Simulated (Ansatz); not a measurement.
## LaMg₃: energy above lowest point against volume scale

All results are calculated (Ansatz 0.2.0). Free energy against uniform scaling of the volume at fixed shape and fractions; periodic cell, basis, potentials, k mesh and filling as listed.

The cell before it is scaled or strained (space group P4/mmm, No. 123):
```
CELL_PARAMETERS angstrom
4.75270 0.00000 0.00000
0.00000 4.75270 0.00000
0.00000 0.00000 4.96690
ATOMIC_POSITIONS crystal
La 0.00000 0.00000 0.00000
Mg 0.50000 0.00000 0.50000
Mg 0.50000 0.50000 0.00000
Mg 0.00000 0.50000 0.50000
```

Settings of every row: functional LDA; dispersion none; potentials PAW; wave cutoff 470 eV; density cutoff 1880 eV; k mesh 5x5x5; k shift 0x0x0; occupations fermi dirac; smearing width 0.05 eV; spin none.

Limits: coarse k mesh, up to 40 meV an atom off; the cell comes from a prototype or a list of computed structures and needn't be the stable phase.

| row | volume scale | V (Å³/atom) | energy above lowest point (meV/atom) |
| --- | --- | --- | --- |
| 1 | 0.9 | 25.243 | 4.3 |
| 2 | 0.925 | 25.945 | 0 |
| 3 | 0.95 | 26.646 | 0.4 |
| 4 | 0.975 | 27.347 | 5 |
| 5 | 1 | 28.048 | ? |
| 6 | 1.025 | 28.749 | 24.7 |
| 7 | 1.05 | 29.451 | 39 |
| 8 | 1.075 | 30.152 | 55.8 |
| 9 | 1.1 | 30.853 | 74.8 |

Question: what energy above lowest point should row 5 give?

Worked fit of energy above lowest point. Take u = (V_r/V)^(2/3) − 1 with V_r = 28.048 Å³ an atom, which is twice the finite (Eulerian) strain; such expansions in the strain, on which the Birch-Murnaghan equation of state is built, carry the rest volume and the bulk modulus. The shown rows have u = 0.07277, 0.05333, 0.03478, 0.01702, -0.01632, -0.03202, -0.04708, -0.06157. Least squares give energy above lowest point = 13.23 − 595.1 × u + 6536 × u² − 618 × u³ meV/atom; a parabola predicts inner rows, each left out in turn, worse (root mean square 0.048 against 0.017 meV/atom). All shown rows lie on it to the printed digit. Its lowest point lies at u = 0.0458, or V = 26.22 Å³ an atom, and the curvature there gives the bulk modulus at fixed shape and fractions, B = (4/9)(1 + u)² E″(u)/V = 38.3 GPa. Letting shape and atoms relax would as a rule lower it, by much in layered, chain or molecular crystals. The withheld row has u = 0, so the fit gives 13.23 − 595.1 × (0) + 6536 × (0)² − 618 × (0)³ = 13.2 meV/atom.

The calculation gave 13.2 meV/atom. The fit meets it to the printed digit.
